## Smearing correction of hcp cobalt under compression and expansion

An equation of state for cobalt needs energies at several volumes, and each energy carries a correction for the artificial smearing of the electron occupations. The practical decision is whether that correction can be worked out at one volume and scaled to the others, or must be taken from each calculation. Scaling relies on a familiar picture in which the electron bands simply narrow as the atoms move apart. For ferromagnetic cobalt this picture fails, although its end points look acceptable.

Ferromagnetic hcp cobalt in a uniformly scaled two-atom cell, calculated with Ansatz 0.2.0 using scalar-relativistic, collinear-spin PBEsol, plane waves and PAW (soft_2 set). The wave cutoff is 420 eV, the k mesh 24×24×14 and the Gaussian smearing width 0.1 eV. The smearing entropy term is the −TS contribution to the free energy.

| volume (Å³/atom) | c/a | shortest distance (Å) | smearing entropy term (meV/atom) |
| --- | --- | --- | --- |
| 9.466 | 1.6160 | 2.366 | -3.450 |
| 9.762 | 1.6160 | 2.391 | -3.620 |
| 10.064 | 1.6160 | 2.415 | -4.030 |
| 10.372 | 1.6160 | 2.439 | -4.340 |
| 10.686 | 1.6160 | 2.464 | -4.270 |
| 11.007 | 1.6160 | 2.488 | -4.260 |
| 11.334 | 1.6160 | 2.513 | -4.390 |

The volume is given per atom. The ratio c/a is held fixed, so the shortest distance grows in step with the cube root of the volume and the shape of the cell plays no part. The smearing entropy term is negative, and its size is what matters here. It belongs to the numerical broadening of the occupations and is not the entropy of cobalt at a real temperature.

### What the term measures

Smearing acts only on states close to the Fermi level, the energy up to which states are filled. With Gaussian smearing of width s, a state lying x widths from that level adds s·exp(−x²)/(2√π) to the size of the term. Summed over a smooth density of states D, these contributions give D·s²/2. At 10.372 Å³/atom the term of 4.34 meV/atom therefore means D = 2 × 0.00434/0.1² ≈ 0.87 states per eV and atom, both spins together. The column can be read as the density of states at the Fermi level, averaged over a window about as wide as the smearing.

### The simple picture and its failure

When atoms move apart, their d orbitals overlap less and the d band becomes narrower. The same number of states then fits into a smaller energy range, so D rises. The coupling between d orbitals falls roughly as the fifth power of the distance, which makes D grow as volume^(5/3). For free-electron-like states the width falls only as the square of the distance, and D grows as volume^(2/3).

The estimate can be worked through from the nearly pressure-free cell, which serves as the anchor, to the largest cell. The volume ratio is 11.334/10.372 = 1.093, and its power 5/3 is 1.16. The d-band rule thus predicts 4.34 × 1.16 ≈ 5.0 meV/atom. The calculation gives 4.39 meV/atom, so the prediction is about 15 % too high relative to the computed value.

Comparing only the smallest and largest cells would hide the problem. Between them the term grows on average as volume to the power 1.3, comfortably between the two rules. Below the pressure-free cell, however, the average power is 2.5, and above it only 0.13, although the outermost step on each side, taken alone, still lies between the two rules. Any sum of d-like and free-electron-like contributions that scale in this way must give a power between 2/3 and 5/3, so the picture fails on both sides, in opposite directions. The numerical output after the text compares both rules with every row.

The sign of failure is therefore a local slope outside the permitted range, even where the overall slope lies inside it. How firmly this can be held depends on the sampling of the bands, for which no test with a denser mesh is available. If the term at the pressure-free cell were too large by about 0.2 meV/atom, the average over the flat side would come back inside the permitted range. The steep side does not hinge on that cell: from 9.762 to 10.064 Å³/atom the power is about 3.5. The shallow dip beyond that cell is smaller still and should not be given a physical cause.

### Why narrowing alone is not enough

The scaling rules assume that each band keeps its shape and its filling while its width changes. A ferromagnet can break the second condition. It has separate sets of majority-spin and minority-spin states, shifted against each other by the exchange interaction. As the bands narrow, it costs less band energy to move electrons from minority to majority states, and the magnetic moment can grow.

The same calculations show this happening. The moment rises in every step, from 1.50 to 1.64 Bohr magnetons per atom over the series. Each transferred electron changes the moment by two, so about 0.07 electrons per atom change spin. That is a small fraction of the electrons, but they all move at the Fermi level, which is exactly where the smearing term looks.

The transfer moves the Fermi level upwards through the majority states and downwards through the minority states, measured relative to each set. The density of states of a d metal has peaks, valleys and steep edges. A small displacement is expected to change D only modestly where the curve is smooth, but at a sharp peak or edge it can rival the narrowing. The outputs show the transfer itself, but not how much of the column it accounts for; a change in the shape of the bands could also contribute. The total d filling moves as well: in the Löwdin counts for the cells at 9.762 and 11.007 Å³/atom, the majority d shell gains 0.040 electrons per atom while the minority d shell loses 0.075, a net loss of 0.035. Where the level approaches a peak, from either side, the two effects add and the term rises faster than the rule allows; where it passes beyond a peak, they oppose each other and the term can stall.

One possible reading for cobalt is that the upper edge of the majority d band passes through the Fermi level. While that edge is being crossed, many majority states lie in the smearing window. Once it has sunk below, those states are full and no longer contribute, which would offset the continued narrowing. This would account for the plateau; the steep rise before it would also need a peak just under the edge, since a plain edge sinking through the level only lowers D. The moment is compatible with this: it grows fastest per unit volume in the step that ends at the pressure-free cell, just where the plateau begins, and more slowly afterwards. A peak in the minority states that drifts past the Fermi level could produce the same column, however. Telling the two apart would require the density of states for each spin, which these calculations do not provide.

The same reasoning can be used for another metal. Narrowing pushes the term up on expansion, and the scaling rule is a fair first guess if the filling of each spin band stays fixed and the density of states is smooth near the Fermi level. If the moment changes with volume, the direction in which the Fermi level moves through each spin's states must be considered as well.

### What this means for the equation of state

Half of the smearing term separates the free energy from the estimate for zero smearing width. A constant offset would not affect the pressure; only its change with volume does. On the steep side this change amounts to about 0.08 GPa. Against a bulk modulus of about 240 GPa, a slope of that size would shift the pressure-free volume by only some 0.03 %. Between the two neighbours of the pressure-free cell the slope is smaller, about 0.03 GPa, so the actual shift is smaller still.

The functional is expected to cause a much larger error. PBEsol places the pressure-free cell near 10.4 Å³/atom, about 6 % below a rough recalled experimental value of 11 Å³/atom. Thermal expansion and zero-point motion are missing from the calculation, but they should explain only a small part of the gap. Most of it probably reflects the known tendency of PBEsol to bind magnetic 3d metals too tightly, although the wave cutoff and the PAW data set were not varied; the free energy is lowest at the cell where the computed pressure vanishes, which speaks against a large basis-set stress. Each calculation already gives its own smearing correction, so there is no need to scale one from another volume. The choice of functional deserves far more attention if the volume itself is needed.

Printed output of the fit:

```
Size of smearing term and uniform scaling in meV/atom:
     row  computed  d_band_scaling  d_band_miss  free_electron_scaling  free_electron_miss
   9.466      3.45           3.727       0.2767                  4.083              0.6334
   9.762      3.62           3.923        0.303                  4.168              0.5481
  10.064      4.03           4.127      0.09734                  4.254              0.2237
  10.372      4.34            4.34            0                   4.34                   0
  10.686      4.27           4.561       0.2912                  4.427              0.1572
  11.007      4.26           4.792       0.5318                  4.515              0.2554
  11.334      4.39           5.031       0.6414                  4.604              0.2144
Density of states and moment:
     row  states_per_eV_atom  moment_muB_per_atom  moment_gain_muB_per_A3  pressure_GPa
   9.466                0.69                1.501                     n/a         27.81
   9.762               0.724                1.521                 0.06664         17.03
  10.064               0.806                1.545                 0.07943         7.817
  10.372               0.868                1.576                  0.1008       0.01974
  10.686               0.854                1.603                 0.08818        -6.713
  11.007               0.852                1.623                 0.06015        -12.59
  11.334               0.878                1.638                 0.04795        -17.64
Local exponent of the term in volume, smallest to pressure-free cell: 2.511
Local exponent of the term in volume, pressure-free to largest cell: 0.1291
Exponent from smallest to largest cell: 1.338
Rise of the term below the pressure-free cell in percent: 25.8
Rise of the term above the pressure-free cell in percent: 1.152
Rise expected from d-band scaling below the pressure-free cell in percent: 16.46
Rise expected from d-band scaling above the pressure-free cell in percent: 15.93
Electrons per atom passed from minority to majority spin over the whole series: 0.06872
Half the smearing term at the pressure-free cell in meV/atom: 2.17
Pressure bias from smearing on the steep side in GPa: 0.07869
Bulk modulus from neighbouring pressures in GPa: 242.3
Volume shift that this bias could cause in percent: 0.03248
Shortfall of the pressure-free volume against a rough recalled 11 A3 per atom in percent: 5.709
```
